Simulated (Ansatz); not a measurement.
A series in volume scale on TaN

Free energy against uniform scaling of the volume at fixed shape and fractions; periodic cell, basis, potentials, k mesh and filling as listed. The results are calculated, by Ansatz 0.2.0.

The cell before it is scaled or strained (space group P-6m2, No. 187):
```
cell vectors (Å)
   2.9380     0.0000     0.0000
  -1.4690     2.5444     0.0000
   0.0000     0.0000     2.8830
atoms (fractions of the cell vectors)
Ta  0.33333  0.66667  0.50000
N   0.00000  0.00000  0.00000
```

Settings of every row: functional LDA; dispersion none; potentials all-electron LAPW; k mesh 11x11x10; k shift 0x0x0; occupations fermi dirac; smearing width 0.05 eV; spin none.

Limits: coarse k mesh, up to 40 meV an atom off; no spin-orbit coupling, which can matter with elements this heavy.

```
row  volume scale  V (Å³/atom)  energy above lowest point (meV/atom)
  1          0.94       10.129                                  10.7
  2          0.97       10.453                                     0
  3             1       10.776                                  12.7
  4          1.03       11.099                                     ?
  5          1.06       11.422                                  94.8
```

Question: what energy above lowest point should row 4 give?

Worked fit of energy above lowest point. Take u = (V_r/V)^(2/3) − 1 with V_r = 10.614 Å³ an atom, which is twice the finite (Eulerian) strain; such expansions in the strain, on which the Birch-Murnaghan equation of state is built, carry the rest volume and the bulk modulus. The shown rows have u = 0.03167, 0.01024, -0.01005, -0.04773. Least squares give energy above lowest point = 3.65 − 628.1 × u + 26852 × u² meV/atom; a straight line predicts inner rows, each left out in turn, worse (root mean square 27 against 0.066 meV/atom). All shown rows lie on it to the printed digit. Its lowest point lies at u = 0.0117, or V = 10.43 Å³ an atom, and the curvature there gives the bulk modulus at fixed shape and fractions, B = (4/9)(1 + u)² E″(u)/V = 375 GPa. Letting shape and atoms relax would as a rule lower it, by much in layered, chain or molecular crystals. The withheld row has u = -0.02935, so the fit gives 3.65 − 628.1 × (-0.02935) + 26852 × (-0.02935)² = 45.2 meV/atom.

The calculation gave 45.3 meV/atom. The fit lies 0.1 meV/atom (0.11 % of the column's range) below it, one unit of the last digit.
